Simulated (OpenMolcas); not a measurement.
P2H4 (diphosphine): methods side by side

P2H4 has 6 atoms, charge 0, and is taken as a singlet. As SMILES, `PP`. Geometry: relaxed at PBE0-D4/def2-TZVP. This is one conformer, not always the lowest.

```jsonl
{"atom": "P", "x (Å)": "0.3651", "y (Å)": "-1.0488", "z (Å)": "-0.0823"}
{"atom": "P", "x (Å)": "-0.3652", "y (Å)": "1.0491", "z (Å)": "0.0781"}
{"atom": "H", "x (Å)": "-0.4970", "y (Å)": "-1.5216", "z (Å)": "0.9450"}
{"atom": "H", "x (Å)": "-0.5721", "y (Å)": "-1.3929", "z (Å)": "-1.0949"}
{"atom": "H", "x (Å)": "0.5028", "y (Å)": "1.5246", "z (Å)": "-0.9429"}
{"atom": "H", "x (Å)": "0.5664", "y (Å)": "1.3896", "z (Å)": "1.0970"}
```

Each level gives the energy change with the P1–H3 bond stretched from 1.422 to 1.777 Å (eV). The values are calculated.

| level | kind | program | value (eV) | CPU time (all runs) |
| --- | --- | --- | --- | --- |
| HF/STO-3G (restricted) | Hartree–Fock | OpenMolcas | 1.58 | 3.9 s |
| B2PLYP/STO-3G (restricted) | double hybrid | OpenMolcas | 1.21 | 9 s |
| MP2/STO-3G (restricted) | perturbation theory | OpenMolcas | 1.28 | 4.2 s |
| CASPT2(2,2)/STO-3G | multireference | OpenMolcas | ? | 4.3 s |
| CASSCF(2,2)/STO-3G | multireference | OpenMolcas | 1.07 | 4.3 s |
| MRCI(2,2)/STO-3G | multireference | OpenMolcas | ? | 4.3 s |
| CISD/STO-3G (restricted) | coupled cluster or CI | OpenMolcas | 1.16 | 4.3 s |
| FCI/STO-3G | exact in the basis | OpenMolcas | 1.07 | 2.5 min |

**Question.** Estimate what the levels marked ? give.

**Answer.** As computed at these levels: CASPT2(2,2)/STO-3G: 1.03 eV; MRCI(2,2)/STO-3G: 1.08 eV. The first shape isn't each level's own minimum. The values span 1.03 to 1.58 eV. All rows use very small basis sets, so even the best lies far from the true value. Times are those of the runs behind each value, whatever else they computed, on shared processors of several kinds: orders of magnitude only.

Restricted Hartree–Fock makes the P–H stretch too costly, at 1.58 eV against 1.07 eV for FCI. With both bonding electrons held in one doubly occupied σ orbital, it keeps too much ionic character as the bond lengthens. Mixing in the σ* orbital lets the electrons separate onto P and H, and this left-right correlation lowers the stretched geometry more than the starting one.

MP2 recovers over half of the correction, and CISD more, though it lacks the higher excitations that correlate other electron pairs at the same time. CASSCF(2,2) matches FCI to the printed precision, which suggests that the correlation it omits largely cancels between the two geometries. It does not mean that its total energies are near exact. CASPT2 falls slightly below FCI, probably because second-order theory somewhat overestimates the change in the remaining correlation, while MRCI stays close at 1.08 eV. A single partial stretch does not establish how these methods would rank near full dissociation.
